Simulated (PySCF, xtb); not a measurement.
# CH7B2O+: which of two conformers lies lower

Structure X is `B[OH+]BC`, a singlet and structure Y is `B[OH+]BC`, a singlet. Both are isolated ions in the gas phase, relaxed with PBE0-D3(BJ)/def2-SVP.

X (Å):

| atom | x (Å) | y (Å) | z (Å) |
| --- | --- | --- | --- |
| C | -1.3268 | 0.2362 | -1.8457 |
| B | -1.6059 | 0.3845 | -0.3304 |
| B | 0.7399 | 0.5832 | -0.6846 |
| O | -0.3790 | 0.5896 | 0.3462 |
| H | -2.6151 | 0.3552 | 0.3060 |
| H | -0.2684 | 0.7135 | 1.3064 |
| H | 1.0786 | 1.6687 | -1.0500 |
| H | 1.2961 | -0.4674 | -0.8007 |
| H | -0.2571 | 0.3070 | -2.1817 |
| H | -1.6781 | -0.7437 | -2.2142 |
| H | -1.8588 | 1.0157 | -2.4193 |

Y (Å):

```yaml
atoms:
  - { symbol: C, position_ang: [1.5031, -0.4584, -0.0049] }
  - { symbol: B, position_ang: [-2.3937, -0.6706, 0.6456] }
  - { symbol: B, position_ang: [0.1306, 0.0323, 0.4319] }
  - { symbol: O, position_ang: [-1.0120, -0.9002, 0.3085] }
  - { symbol: H, position_ang: [-3.1126, -1.6011, 0.4419] }
  - { symbol: H, position_ang: [-2.6268, 0.4141, 1.0799] }
  - { symbol: H, position_ang: [-0.7952, -1.7830, -0.0505] }
  - { symbol: H, position_ang: [-0.2169, 1.0849, 0.8778] }
  - { symbol: H, position_ang: [1.8894, 0.2390, -0.7726] }
  - { symbol: H, position_ang: [1.5826, -1.4877, -0.3840] }
  - { symbol: H, position_ang: [2.2030, -0.3306, 0.8426] }
```

Energies in hartree; the thermal terms are from PBE0-D3(BJ)/def2-SVP harmonic frequencies (ideal gas, rigid rotor, one conformer each, 400 K, 1 atm) and include the zero-point energy:

```
                              X           Y
E, CCSD(T)/def2-SVP  −166.374008  −166.397073
    E, MP2/def2-SVP  −166.311955  −166.335182
  E, MP2/def2-TZVPP  −166.620595  −166.642881
  zero-point energy     0.086122     0.087609
       H(400 K) − E     0.097443     0.098734
       G(400 K) − E     0.045398     0.046697
```

Q: Correct the CCSD(T) difference for the basis set by the MP2 change, then work out ΔE, ΔE₀, ΔH and ΔG for X → Y in kcal/mol (1 Eh = 627.51 kcal/mol) and the equilibrium ratio [Y]/[X].

A: 1. Differences Y − X: CCSD(T) −0.023065, MP2 in the small set −0.023227, MP2 in the large set −0.022286 Eh.
2. ΔE = −0.023065 + (−0.022286 − (−0.023227)) = −0.022124 Eh = −13.88 kcal/mol.
3. ΔE₀ = ΔE + ΔZPE = −0.022124 + (+0.001487) Eh = −12.95 kcal/mol.
4. ΔH = ΔE + (+0.001291) Eh = −13.07 kcal/mol.
5. ΔG = ΔE + (+0.001299) Eh = −13.07 kcal/mol, so ΔS = (ΔH − ΔG)/T = −0.1 J/(mol K).
6. kT = 1.2667 mEh, so K = [Y]/[X] = exp(−ΔG/kT) = exp(+16.44) ≈ 1.4 × 10^7.

Structure Y is favoured at this temperature. An error of 1 kcal/mol in ΔG would change K by a factor of 3.5. Mirror images and further conformers aren't counted.

Other levels gave ΔE = −11.8 (PBE0-D3(BJ)/def2-SVP); −18.0 (HF/def2-SVP); −14.6 (MP2/def2-SVP); −14.5 (CCSD(T)/def2-SVP) kcal/mol. The correlated steps freeze 4 core orbitals. Programs: PySCF 2.14.0.

Y is the clearly preferred conformer, and the preference is electronic: the thermal terms barely alter it, and the entropies nearly cancel. The geometries suggest why. In Y both boron centres lie in the plane of the protonated oxygen, so its remaining lone pair can donate into both empty boron p orbitals. In X the BH2 group is turned roughly perpendicular to that plane and loses this π donation, which fits its longer B–O bond. Its empty orbital points instead at a methyl C–H bond, giving an agostic-like three-centre contact that relieves the electron deficiency only in part.

The gap shrinks from −18.0 kcal/mol with HF to −14.5 kcal/mol with CCSD(T) in the same basis, probably because correlation favours the compact, C–H-bridged X. No level reverses the order. The equilibrium ratio says nothing about how fast X converts to Y, which depends on the barrier to rotation about the B–O bonds.
